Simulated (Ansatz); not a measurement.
# A correction line for PBE-D4/def2-TZVPP: atomisation enthalpy at 298 K

The atomisation enthalpy at 298 K in kJ/mol of 6 fluorocarbon molecules: x at PBE-D4/def2-TZVPP, y from tabulated heats of molecules and atoms (Active Thermochemical Tables, CRC Handbook of Chemistry and Physics). Shapes, held fixed at every level: PBE0-D4/def2-TZVP. Flexible molecules stand in one conformer, not always the lowest. Computed values hold a harmonic thermal term (PBE0-D4/def2-TZVP) and the atoms' spin-orbit lowering. Programs: Ansatz 0.2.0.

| molecule | x (kJ/mol) | y (kJ/mol) |
| --- | --- | --- |
| CF4 (tetrafluoromethane) | 2081 | 1968 |
| C2H2F2 (vinylidene fluoride) | 2488 | 2361 |
| C2H4F2 (1,2-difluoroethane) | 2994 | ? |
| C2H4F2 (1,1-difluoroethane) | 3049 | 2965 |
| C2HF5 (pentafluoroethane) | 3330 | 3149 |
| C3H3F3 (3,3,3-trifluoropropene) | 3817 | 3657 |

Task: Fit y = c + s·x to the known rows and predict y for C2H4F2 (1,2-difluoroethane).

Result: 
1. Means of the 5 rows: x = 2953.00, y = 2820.0.
2. Σ(Δx)² = 1874450, Σ(Δx·Δy) = 1817500, so the slope is 1817500/1874450 = 0.96962.
3. Intercept: 2820.0 − (0.96962) × 2953.00 = -43.3. The largest residual of the fit is 52.
4. C2H4F2 (1,2-difluoroethane): -43.3 + 0.96962 × 2994 = 2860 kJ/mol.

The tabulated heats give 2915 kJ/mol, so the prediction is off by -55 kJ/mol, about the largest residual. Uncorrected, PBE-D4/def2-TZVPP misses it by +79 kJ/mol, and the other rows by 133 on average. The line overshoots: the miss goes from +79 to -55. Left out in turn, the other rows are missed by 29 kJ/mol on average, so much of the error is systematic among these molecules. The heats of C2HF5, C3H3F3 come from older tables and can be uncertain by 10 kJ/mol or more. The tabulated value of C2H2F2 is in doubt (older tables, estimates, or at odds with other calculations) and kept here.

PBE overbinds every molecule here, but the excess doesn't simply follow the total atomisation enthalpy, the only variable the line can use. The two difluoroethanes have nearly the same error, +79 kJ/mol for the 1,2-isomer and slightly more for the 1,1-isomer, while pentafluoroethane, with a comparable enthalpy, is overbound far more. The line averages over these compositions and so takes too much off the hydrogen-rich target.

The likely reason is that semilocal exchange-correlation overestimates the energy gained when electron-rich atoms bond, especially where fluorine lone pairs crowd the bonding region, whereas C–H bonds suffer much less. Fluorine count alone is not enough, however: CF4 has a smaller error than trifluoropropene, whose carbon–carbon bonds, one of them double, probably add their own share.

The similar errors of the isomers let PBE reproduce the greater stability of the 1,1-form, in keeping with the known stabilisation of geminal fluorines by lone-pair donation into the neighbouring C–F antibonding orbital. The fitted slope therefore shouldn't be read as a general scaling factor for C–F bond strengths.
